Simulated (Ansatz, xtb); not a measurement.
**Ligand exchange: C2H7N + SiH2(OH)(SiH3) → C2H9NSi + SiH3(OH)**

Gas-phase species: C2H7N (dimethylamine) `CNC`, singlet; SiH2(OH)(SiH3) (disilanol), singlet; C2H9NSi `CN(C)[SiH3]`, singlet; SiH3(OH) (silanol), singlet. The partners trade H for SiH3: N–H and Si–SiH3 bonds give way to N–SiH3 and Si–H.

Shapes, held fixed at every level: PBE0-D4/def2-TZVP. Flexible molecules stand in one conformer, not always the lowest. Programs: Ansatz 0.2.0, xtb 6.7.1. The zero-point and thermal change to 298 K, harmonic and unscaled (PBE0-D4/def2-TZVP), is -6.7 kJ/mol.

Question: Estimate ΔH(298 K) of this reaction.

Answer: The highest level, CCSD(T)/CBS estimate, gives ΔH(298 K) = -56.9 kJ/mol; the levels span -128.7 to -43.2. GFN1-xTB strays far from the other rows. The column of differences is taken from that level and isn't an error. No measured value is set beside it here. The CBS estimate extrapolates MP2 from def2-TZVPP and def2-QZVPP and adds CCSD(T) − MP2 in the triple-zeta set, cores frozen.

```tsv
level	kind	ΔH(298 K) (kJ/mol)	less CCSD(T)/CBS estimate
GFN1-xTB	semi-empirical	-128.7	-71.8
HF/def2-TZVPP	Hartree–Fock	-65.5	-8.6
B3LYP/6-31G* (spherical functions)	global hybrid	-43.2	+13.7
wB97X-V/def2-TZVPP	range-separated hybrid	-53.8	+3.1
B2PLYP/def2-TZVPP	double hybrid	-57.9	-1.0
CCSD(T)/def2-SVP	coupled cluster or CI	-58.1	-1.2
CCSD/def2-SVP	coupled cluster or CI	-58.3	-1.4
CCSD(T)/def2-TZVPP	coupled cluster or CI	-57.7	-0.8
CCSD(T)/CBS estimate	coupled cluster or CI	-56.9	0.0
```

The exchange is clearly exothermic, and every level agrees on the sign. A nonpolar, fairly weak Si–Si bond is given up for a strong, polar Si–N bond, which more than repays the replacement of N–H by the weaker Si–H. Delocalisation of the nitrogen lone pair into σ* orbitals on silicon probably adds to the stability of the silylamine. The thermal correction points the same way, as expected when a stiff N–H stretch gives way to a softer Si–H stretch.

Because the numbers of bonds and electron pairs are conserved, much of the correlation energy cancels: Hartree–Fock is already within 8.6 kJ/mol of the best estimate, and triples barely matter in the small basis. The coupled-cluster values also move little with basis set, which supports a value near -57 kJ/mol. The weaker exothermicity from B3LYP can't be assigned to the functional or its small basis alone, while the GFN1-xTB excess suggests poorly balanced Si–Si and Si–N bond energies in its parametrisation. Nothing here bears on the barrier to exchange.
